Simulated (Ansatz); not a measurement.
# Zr$_{3}$N$_{2}$: a film clamped to a substrate

These are results of DFT PBEsol, scalar-relativistic, plane waves, PAW in Ansatz 0.2.0, not measurements. Cutoff 420 eV, Γ-centred 12×12×12 k-points, Gaussian smearing of 0.15 eV. No spin polarisation. Energies are free energies at this smearing, counted from the undisturbed cell; pressure is positive in compression.

Zero of the scan (relaxed at this level; it needn't be the usual structure):

```
CELL_PARAMETERS angstrom
2.79947 1.61627 5.19367
-2.79947 1.61627 5.19367
0.00000 -3.23255 5.19367
ATOMIC_POSITIONS crystal
Zr 0.42499 0.07501 0.75000
Zr 0.07501 0.75000 0.42499
Zr 0.75000 0.42499 0.07501
Zr 0.25000 0.57501 0.92499
Zr 0.92499 0.25000 0.57501
Zr 0.57501 0.92499 0.25000
N 0.33867 0.33867 0.33867
N 0.16133 0.16133 0.16133
N 0.83867 0.83867 0.83867
N 0.66133 0.66133 0.66133
```

The cell (10 atoms, V0 = 141.00 Å³) is strained by p along both x and y and by q along z, fractional coordinates fixed. τp = (1/V0) ∂E/∂p = (σxx + σyy)(1 + p)(1 + q) and τq = (1/V0) ∂E/∂q = σzz(1 + p)², with tension positive.

```
     p q  ΔE (meV/atom)  τp (GPa)  τq (GPa)
 0.000   0.000           0.00     -0.03      0.01
-0.050   0.000         127.22    -60.78    -15.90
 0.050   0.000         101.93     43.77     10.33
 0.000  -0.050          46.38    -14.14    -21.87
 0.000   0.050          39.70     11.58     17.26
```

Q: Get the second derivatives of the energy density.

A: Central differences give A = ∂τp/∂p = 1046 GPa (C11 + C22 + 2 C12), C = ∂τq/∂q = 391 GPa (C33) and the cross term B = ∂τq/∂p = 262 GPa (C13 + C23); ∂τp/∂q = 257 GPa must equal B, and any difference shows higher-order terms. Steps this large leave an error of some per cent of A or C in all of these, which can swamp a small B. The ions are clamped.

Q: A film of this crystal grows with z along the normal on a substrate that imposes p. How does its thickness respond, and what does the misfit cost?

A: Count p and q from the stress-free cell. A free surface needs τq = 0, so q = −(B/C) p = -0.67 p. The energy density left is (A − B²/C) p²/2 = M p², with the biaxial modulus M = 435 GPa; a misfit of 1 % costs 3.83 meV/atom, against 4.60 meV/atom if the thickness were held.

Forces appear on the atoms along this scan, and letting them relax would lower the energy and soften the response. In a metal these slopes depend on the k mesh and the smearing.

The film thins under in-plane tension, but by far less than constant volume would require: with q = −0.67 p, the cell still expands when stretched. The likely reason is the mixed covalent and ionic Zr–N bonding, in which Zr d and N p states overlap and resist changes in bond length and angle, whereas a soft metal gives way more readily in shape than in volume.

The response is also nearly the same along and across the layers. A is almost exactly 2C + B, the relation an isotropic solid would obey, which suggests a three-dimensional bonding network with no weak direction along z.

Compression costs more than equal extension in both scans, 127.22 against 101.93 meV/atom in the plane, because short-range repulsion steepens as the atoms approach. A large compressive misfit should therefore be dearer than a tensile one, a difference the quadratic estimate leaves out. The near-isotropy remains only partly tested, since these strains neither separate C11 from C12 nor probe the shear constant C44.
